Epstein-Glaser splitting and the Chern-Simons freedom of vacuum polarisation in 2+1 dimensions

1. Conventions and premises

Coordinates x^μ = (ct, x, y), metric g = diag(+,−,−), ε^{012} = +1. Wave vector k^μ = (Ω/c, k_x, k_y), Ω the angular frequency; the letter ω is kept for the singular order. Fourier transform in n variables: d̂(k) = ∫dⁿx e^{ik·x} d(x), so fields vary as e^{−iΩt}. Fermion: one two-component Dirac field, charge −e, (iγ·∂ − M)ψ = 0, M = mc/ħ an inverse length of either sign, {ψ,ψ†} = δ² at equal times. γ⁰ = σ₃, γ¹ = iσ₁, γ² = iσ₂, hence

(1) tr γ^μγ^ν = 2g^{μν}, tr γ^μγ^νγ^ρ = −2i ε^{μνρ}.

Current j^μ = −ec :ψ̄γ^μψ: (unit A/m, j⁰ = c × sheet charge density). Potential A^μ = (φ/c, A_x, A_y), a test function or a quantised field switched off at infinity.

Premises of the causal construction (Epstein and Glaser 1973):
P1. S = 1 + ∫T₁ + (1/2)∫∫T₂ + …, T₁(x) = −(i/ħc) j^μ(x)A_μ(x), each T_n an operator-valued tempered distribution.
P2. Causal factorisation: T₂(x,y) = T₁(x)T₁(y) whenever x is not in the closed past cone of y; likewise for higher n.
P3. Translation covariance and covariance under proper orthochronous Lorentz transformations.
P4. Splitting does not raise the singular order (section 2).
P5. Current conservation holds for T_n.

Second order. Known from T₁: R′ = −T₁(y)T₁(x), A′ = −T₁(x)T₁(y), D = R′ − A′ = [T₁(x),T₁(y)]. Unknown: R = R′ + T₂, A = A′ + T₂. By P2, R vanishes unless x − y lies in the closed forward cone Γ⁺, and A unless x − y lies in Γ⁻ = −Γ⁺. Also R − A = D. So T₂ = R − R′ follows once D is split. Wick expansion reduces this to splitting numerical distributions d of relative coordinates. At order n′ there are n = 3(n′−1) coordinates, and Γ⁺ is the cone with every relative vector forward.

The doubly contracted fermion term of D is (−i/ħc)² d^{μν}(x−y) A_μ(x)A_ν(y), d^{μν}(x−y) = ⟨0|[j^μ(x), j^ν(y)]|0⟩. The interacting current iħc S⁻¹ δS/δA_μ(x) contains at first order in A the combination T₂(x,y) − T₁(y)T₁(x) = R, so the induced vacuum current is

(2) Ĵ^μ(k) = Π^{μν}(k) Â_ν(k), Π^{μν} = −(i/ħc) r̂^{μν},

with r the retarded part of d.

2. Singular order

Scaling degree: sd(d) is the infimum of σ such that λ^σ d(λx) → 0 as a distribution for λ → 0⁺. Singular order: ω = sd(d) − n. The transform of d(λx) is λ^{−n} d̂(k/λ), so ω is the degree of growth of d̂ at large k. Facts used: sd(∂^aδ) = n + |a|, from δ(λx) = λ^{−n}δ(x); a derivative raises sd by at most one. Put N = [ω] + 1 for ω ≥ 0 ([ ] the integer part), N = 0 for ω < 0.

3. Splitting theorem

Statement. Let supp d ⊂ Γ⁺ ∪ Γ⁻, singular order ω. There exist r, a with d = r − a, supp r ⊂ Γ⁺, supp a ⊂ Γ⁻, sd(r) ≤ sd(d). For ω < 0 they are unique. For ω ≥ 0 any two solutions differ by

(3) r − r̃ = a − ã = Σ_{|a|≤ω} C_a ∂^aδ(x),

and every choice of the constants C_a gives a solution.

Step 1, away from the origin. Γ⁺ and Γ⁻ meet only at 0. Take χ smooth on ℝⁿ∖{0}, homogeneous of degree 0, equal to 1 near Γ⁺∖{0} and 0 near Γ⁻∖{0}. On test functions vanishing near 0 any solution must equal r₀ = χd, which does not depend on χ. Since ⟨r₀(λ·), φ⟩ = ⟨d(λ·), χφ⟩, sd(r₀) ≤ sd(d). The task is to extend r₀ to the point 0. For any extension r, a = r − d equals (χ−1)d off the origin, so its support lies in Γ⁻.

Step 2, freedom. Two extensions differ by a distribution supported at 0, which is a finite sum Σ C_a ∂^aδ. Its scaling degree is n plus the highest |a| present. P4 bounds this by n + ω. Hence |a| ≤ ω, and no term is allowed for ω < 0. Conversely, adding such a sum changes neither supports nor the bound.

Step 3, extension on functions vanishing at 0. Fix σ with sd(d) < σ < n + N. Take ϑ smooth, of compact support, equal to 1 near 0; ϑ_j(x) = ϑ(2^j x); η(x) = ϑ(x) − ϑ(2x), supported in a shell. Let φ vanish at 0 with all derivatives of order below N (no condition if N = 0). Then
⟨r₀, (ϑ_j − ϑ_{j+1})φ⟩ = 2^{−jn} ⟨r₀(2^{−j}·), η φ(2^{−j}·)⟩.
By Taylor's theorem the functions 2^{jN} η φ(2^{−j}·) form a bounded set of test functions on the shell. The family λ^σ r₀(λ·), λ ≤ 1, is weakly bounded, so by the uniform boundedness principle it is bounded on that set. The j-th term is therefore at most const × 2^{−j(n+N−σ)}. The geometric series converges, and lim ⟨r₀, (1−ϑ_j)φ⟩ exists. The same bound applied to ϑ_j − ϑ′_j shows independence of ϑ. With r₀(λ·) in place of r₀ every term gains λ^{−σ}, so the limit scales no worse than λ^{−σ}. For ω < 0 this completes the proof.

Step 4, ω ≥ 0. Take w smooth, of compact support, equal to 1 near 0, and
Wφ = φ − w Σ_{|a|≤ω} x^a ∂^aφ(0)/a!.
Wφ meets the condition of step 3. Define ⟨r,φ⟩ = lim ⟨r₀, (1−ϑ_j)Wφ⟩. Off the origin Wφ = φ, so r extends r₀. Rescaling r by λ replaces r₀ by r₀(λ·) and w(x) by w(λx). The change w(x) − w(λx) telescopes over shells of radius 2^j ≤ 1/λ, each contributing at most const × λ^{−σ} 2^{j(n+|a|−σ)}. As σ > n + ω ≥ n + |a|, the sum converges. So sd(r) ≤ σ for all σ > sd(d). ∎

No step meets an infinite quantity. A divergence appears only if θ(x⁰)d is applied to test functions that do not vanish at 0 when ω ≥ 0. In momentum space (3) is a polynomial of degree ≤ ω.

4. Central solution

Assume d̂ = 0 in a neighbourhood of k = 0 (all intermediate states massive). For x ∈ Γ⁺, e^{ik·x} decays when Im k is forward timelike, so r̂ is the boundary value of a function analytic in that tube, and â of one in the opposite tube. They agree near k = 0; by the edge-of-the-wedge theorem r̂ is analytic there. Its Taylor polynomial of degree ≤ ω is of the form (3) and may be subtracted. This defines the central solution: ∂^a r̂_c(0) = 0 for |a| ≤ ω. It is unique, hence as covariant as d.

Formula. Fix k forward timelike and let d̂(tk) be a locally integrable function of real t, bounded by |t|^β at large |t| with β < N. Set F(z) = r̂_c(zk) for Im z > 0, â_c(zk) for Im z < 0. F is analytic through the gap round z = 0, has a zero of order N there, jumps by d̂(tk) across the real axis and grows more slowly than |z|^N. Cauchy's theorem for F(z)/z^N, with vanishing arcs, gives F(z)/z^N = (1/2πi)∫dt d̂(tk)/[t^N(t − z)]. At z = 1 + i0:

(4) r̂_c(k) = (i/2π) ∫_{−∞}^{∞} dt d̂(tk) / [t^N (1 − t + i0)].

For integer ω ≥ 0 this has N = ω + 1 subtractions at the origin; for ω < 0 it is the unique, unsubtracted solution. Two folded forms follow, with s = t²k² and ρ vanishing below a threshold.

Numerator sgn(t)ρ(t²k²): 1/(1−t) − 1/(1+t) = 2t/(1−t²) and 2t dt = ds/k² give

(5) (i/2π)∫dt sgn(t)ρ/(1−t+i0) = −(i/2π)∫ds ρ(s)/(s − k² − i0).

Numerator ρ(t²k²)/|t|: 1/(1−t) + 1/(1+t) = 2/(1−t²) and dt/t = ds/2s give

(6) (i/2π)∫dt ρ/[|t|(1−t+i0)] = −(i/2π) k²∫ds ρ(s)/[s(s − k² − i0)].

For general real k read i0 as i0 sgn k⁰. Then (5) is a superposition of retarded Klein-Gordon functions of squared mass s, which shows the support in Γ⁺ directly and covers spacelike k.

5. The causal distribution in 2+1 dimensions

With E = √(p_x² + p_y² + M²),
⟨ψ(x)ψ̄(0)⟩ = ∫d²p/[(2π)²2E] (γ·p + M)e^{−ip·x}, ⟨ψ̄_b(x)ψ_a(0)⟩ = ∫d²p/[(2π)²2E] (γ·p − M)_{ab} e^{−ip·x}.
Wick's theorem gives for W^{μν}(x) = ⟨j^μ(x)j^ν(0)⟩

Ŵ^{μν}(k) = e²c² ∫dΦ tr[γ^μ(γ·p + M)γ^ν(γ·p′ − M)], dΦ = d²p d²p′ (2π)³δ³(k − p − p′)/[(2π)⁴ 4EE′].

Phase space, in the frame k = (√s, 0, 0), with p dp = E dE: ∫dΦ = ∫dE δ(√s − 2E)/(4E) = 1/(4√s) for s > 4M², k⁰ > 0.

Trace, even number of γ: 2[p^μp′^ν + p^νp′^μ − g^{μν}(p·p′ + M²)]. Odd number, by (1): M tr(γ^μγ^νγ·p′) − M tr(γ^μγ·pγ^ν) = −2iM ε^{μνρ}(p + p′)_ρ = −2iM ε^{μνρ}k_ρ.

Conservation: γ·k = (γ·p − M) + (γ·p′ + M), and each piece annihilates the neighbouring factor on shell. The averaged even part is therefore (k^μk^ν − s g^{μν})B. Contract with g, using p·p′ = s/2 − M²: −2sB = −2p·p′ − 6M² = −(s + 4M²), so B = (1 + 4M²/s)/2.

Commutator: d̂^{μν}(k) = Ŵ^{μν}(k) − Ŵ^{νμ}(−k). Both tensors are unchanged under μ↔ν with k → −k. Hence

(7) d̂^{μν} = e²c² sgn(k⁰) θ(s − 4M²) [(k^μk^ν − k²g^{μν})ρ_e(s) − iε^{μνρ}k_ρ ρ_o(s)],
ρ_e = (1 + 4M²/s)/(8√s), ρ_o = M/(2√s), s = k².

Singular orders. Even part: grows as k²/√s, ω = 1. Odd part: Mk/√s, ω = 0. Full tensor: ω = 1; check in position space, two fermion lines of scaling degree 2 in three variables, 4 − 3 = 1. The scalars sgn(k⁰)θρ_e and sgn(k⁰)θρ_o have ω = −1.

6. A first solution

The two scalars are superpositions of Pauli-Jordan functions, so causal, and they split uniquely by (5). Polynomial prefactors are derivatives: they keep supports, and raise the order to at most 1 and 0. So this yields one admissible conserved splitting, the minimal one. With (2),

(8) Π^{μν} = (e²c/ħ)[(k²g^{μν} − k^μk^ν)Π_e + iε^{μνρ}k_ρ Π_o],
Π_{e,o}(k²) = (1/2π)∫_{4M²}^∞ ds ρ_{e,o}(s)/(s − k² − i0 sgn k⁰).

Put s = u², b = 2|M|, κ = √k², ξ = κ/b. For ξ < 1, ∫_b^∞ du/(u² − κ²) = artanh(ξ)/κ, and 1/[u²(u²−κ²)] = [1/(u²−κ²) − 1/u²]/κ². Then

(9) Π_o^min = sgn(M) artanh(ξ)/(4πξ),
(10) Π_e = [(1 + ξ²) artanh ξ − ξ]/(8πbξ³).

Limits at k = 0: Π_o^min = sgn(M)/4π, Π_e = 1/(12π|M|). Above threshold, k⁰ > 0: artanh ξ → (1/2)ln[(ξ+1)/(ξ−1)] + iπ/2, and Im Π_{e,o} = ρ_{e,o}/2. Spacelike, k² = −K²: Π_o^min = (M/2πK) arctan(K/b), Π_e = [(1 − b²/K²) arctan(K/b)/K + b/K²]/8π. For M → 0 these tend to 0 and 1/(16K). Sign check: a static potential induces J⁰ = −(e²c/ħ)K²Π_e A₀, a charge opposing the potential.

Time-ordered function: t̂ = r̂ − r̂′ = r̂ + Ŵ^{νμ}(−k). For each scalar, the delta-function part of (5) is +ρ/2 at k⁰ > 0 and −ρ/2 at k⁰ < 0; the added term is ρ at k⁰ < 0 only. So t̂ has +ρ/2 for both signs: it is (8) with i0 sgn k⁰ replaced by i0. The freedom (3) passes unchanged from r to t.

7. The freedom at ω = 1

By (3) each of the 9 components admits a constant and 3 linear terms: 36 constants. P3 requires invariant tensors. Rank 2: g^{μν} only. Rank 3: ε^{μνρ} only, since no invariant vector exists. This leaves C₀g^{μν} + C iε^{μνρ}k_ρ. P5 demands k_μ(…) = 0: C₀k^ν = 0 forces C₀ = 0, while the ε term passes identically. It is also symmetric under exchange of the two vertices, and C is real because real A must induce real J. Result:

(11) Π_e unique, Π_o = Π_o^min + C, C real and dimensionless.

No conserved even polynomial has degree below 2, so there is no charge renormalisation. Since ik_ρ ↔ −∂_ρ, the free term is J^μ = (e²c/ħ) C ε^{μρν}∂_ρA_ν. It derives from the Lagrangian density (e²c/2ħ) C ε^{μρν}A_μ∂_ρA_ν with the sign opposite to that of the Chern-Simons term written as a source-free addition to L, because the coupling is −j·A; that density changes by a total derivative under a gauge transformation.

Central solution of the full tensor, N = 2 in (4). Even part: d̂(tk) carries t² sgn t, division by t² leaves form (5), and (10) is reproduced. Odd part: t sgn(t)/t² = 1/|t|, form (6):

(12) Π_o^c = (k²/2π)∫ds ρ_o/[s(s − k²)] = Π_o^min(k²) − Π_o^min(0),

by k²/[s(s−k²)] = 1/(s−k²) − 1/s. So the central solution at ω = 1 has C = −sgn(M)/4π. Treating the odd part by itself with its own order ω = 0, N = 1, gives t sgn(t)/t = sgn t, form (5), and C = 0. The two prescriptions are both finite and both admissible under P1 to P5; "central" is a normalisation condition, not a derivation of C.

Physical content. For k = (Ω/c, 0, 0), E = iΩA and A_ν = −A^ν for spatial ν. Equation (8) gives, with J_i = σ_{ij}E_j,

(13) σ_xx = −i(e²/ħ)(Ω/c)Π_e, σ_yx = −σ_xy = (e²/ħ)Π_o = (e²/2h)·4πΠ_o.

C shifts the Hall conductance by a real, frequency-independent amount; absorption, fixed by (7), does not see it. Above threshold Re σ_xx = (e²/16ħ)(1 + 1/ξ²) and Im σ_yx = sgn(M) e²/(8ħξ).

For a photon confined to 2+1 dimensions the field equation is (ℓ/μ₀)∂_μF^{μν} = J^ν, with a length ℓ needed on dimensional grounds. Let γ_ℓ = μ₀e²c/(ħℓ) = 4πα/ℓ. At k = (k⁰,0,0) the spatial 2×2 block has diagonal −k₀²(1 + γ_ℓΠ_e) and off-diagonal ±iγ_ℓk₀Π_o. Its determinant vanishes at k₀ = γ_ℓ|Π_o|/(1 + γ_ℓΠ_e). To first order in α the photon's inverse reduced Compton wavelength is (α/ℓ)|sgn M + 4πC|: α/ℓ for C = 0, zero for the central solution.

8. Conditions that fix C

(a) Reflection covariance. Reflecting one spatial axis maps M → −M and flips ε, so Π_o must be odd in M. If in addition C is polynomial in M, it is M-independent by dimension, so C = 0. Equivalent: Π_o → 0 at large spacelike k, or a reflection-symmetric massless limit. Price: an arbitrarily heavy fermion leaves σ_yx = ±e²/2h.

(b) Decoupling. Π_o(0) = 0 gives the central value. Price: at fixed k and M → 0, Π_o → −sgn(M)/4π, so the massless limit breaks reflection symmetry.

(c) Pauli-Villars. Replace d by d_M − d_{M′}. The even part now grows with degree −1, the odd part with degree 0; the only freedom is C₀, removed by P5, so the splitting is the difference of minimal solutions. For |M′| → ∞, Π_e(M′) → 0 and Π_o(M′) → sgn(M′)/4π. Hence C = −sgn(M′)/4π and σ_yx(0) = 0 or ±e²/h. A physical heavy fermion enters with the opposite sign, C = +sgn(M′)/4π.

(d) Large gauge transformations. On a compact spacetime with flux, gauge invariance of the effective action of a gapped fermion with unique ground state requires σ_yx(0) to be an integer multiple of e²/h. This input is non-perturbative and is quoted, not derived. It means 2πC = half an odd integer for one two-component field, in conflict with (a): the parity anomaly (Redlich 1984). Splitting, which works with test functions on ℝ³, cannot see it.

For two fields of masses M and −M (one four-component field) ρ_o cancels, reflection is a symmetry at fixed parameters, and it forces C = 0.

9. Higher orders and four dimensions

For n′ vertices, f external fermion and b′ external photon legs: n′ − f/2 internal fermion lines (degree 2), (n′ − b′)/2 photon lines (degree 1), 3(n′−1) variables. So ω = 3 − f − b′/2 − n′/2. For f = 0, b′ = 2: ω = 1, 0, −1 at n′ = 2, 4, 6. A term linear in k needs ω ≥ 1, so the freedom C arises at second order only.

In 3+1 dimensions the trace carries 4 instead of 2, its contraction is −4(s + 2M²) = −3sB, no three-γ trace survives, and ∫dΦ = √(1 − 4M²/s)/8π. So ρ_e = (1 + 2M²/s)√(1 − 4M²/s)/6π and ω = 2. In (4), N = 3: t² sgn(t)/t³ = 1/|t|, form (6). With μ₀e²c/ħ = 4πα, μ₀Π^{μν} = (k²g^{μν} − k^μk^ν)Π and

(14) Π = (α/3π) k² ∫_{4M²}^∞ ds (1 + 2M²/s)√(1 − 4M²/s)/[s(s − k² − i0)],

with i0 as in section 6 for r or t. At small k² the integral is 1/(5M²), Π ≈ αk²/(15πM²). The conserved freedom is const × (k²g^{μν} − k^μk^ν), a charge renormalisation, and the central solution is the normalisation Π(0) = 0. In 2+1 dimensions the order drops by one and the surviving constant moves from the even to the odd structure.

10. Range of validity

The theorem holds for any finite scaling degree and concerns only x = 0, the ultraviolet. It is a statement order by order, silent on convergence of the series and on removing the switching function.

Uniqueness is relative to P4. Without it, polynomials of any degree are allowed. Applying P4 to the tensor gives one free constant; applying it to the odd part separately sets C = 0, an additional postulate.

Formula (4) needs the gap. For M = 0, ρ_e ∝ 1/√s reaches k = 0, r̂ is not twice differentiable there, and the subtraction point must be moved or (5) used; the order of M → 0 and k → 0 matters for Π_o.

Equations (8) to (13) are second order in e, vacuum state: zero temperature, chemical potential in the gap. With a 2+1 photon the expansion parameter at low k is γ_ℓΠ_e(0) = α/(3ℓ|M|), and corrections grow near ξ = 1, where (9) and (10) diverge logarithmically. Massless photon lines at higher order can cause infrared trouble in the adiabatic limit. For massive matter Π_o(0) gets no correction beyond one loop (Coleman and Hill 1985, quoted).

In a system with further states at energy Δ′, C is constant only for ħΩ ≪ Δ′; terms of higher degree appear, suppressed by powers of ħΩ/Δ′.

11. Numerical illustration

Model: a single gapped two-dimensional Dirac cone. Sections 5 to 7 hold with c replaced by the band velocity v (x⁰ = vt, A⁰ = φ/v) and |M| = Δ/ħv, Δ the half gap; take M > 0. Inputs, typical for magnetically gapped surface states: Δ = 25 meV, v = 5×10⁵ m/s. Uniform in-plane field, so ξ = ħΩ/2Δ and v drops out of (13). Scales: 1/b = ħv/2Δ = 6.6 nm, Δ/k_B = 290 K, e²/2h = 19.37 µS.

Below threshold, ħΩ = 30 meV: ξ = 0.6, artanh ξ = ln 2 = 0.6931, artanh(ξ)/ξ = 1.1552. Above threshold, ħΩ = 100 meV: ξ = 2, real part ln(3)/4 = 0.2747. Then Re σ_yx = (e²/2h)(this factor + 4πC), in µS:

4πC = 0 (minimal): 19.37 at Ω → 0; 22.38 at 30 meV; 5.32 at 100 meV
4πC = −1 (central): 0.00; 3.01; −14.05
4πC = +1: 38.74; 41.75; 24.69

Independent of C: at 30 meV, [(1 + ξ²)artanh ξ − ξ]/ξ² = 0.9519 and σ_xx = −i(e²/4h) × 0.9519 = −9.22i µS. At 100 meV, Im σ_yx = e²/16ħ = 15.21 µS and Re σ_xx = 19.02 µS. The rows differ by e²/2h at every frequency; the dispersion between 0 and 30 meV, 3.01 µS, is common to all.

Neglected terms. If C = ±1/4π comes from a second cone with a typical half gap Δ′ = 0.3 eV, then at 30 meV ξ′ = 0.05. By (9) its Hall term departs from a constant by 0.016 µS; by (10) it adds −0.65i µS to σ_xx, 7 per cent of the value above. Coulomb interaction between carriers has strength αc/v = 4.4 in vacuum, 0.22 with a typical effective relative permittivity of 20, so the finite-frequency entries may shift by tens of per cent, more near threshold. The digits shown belong to the free-fermion model; which row applies is decided by the states outside the cone.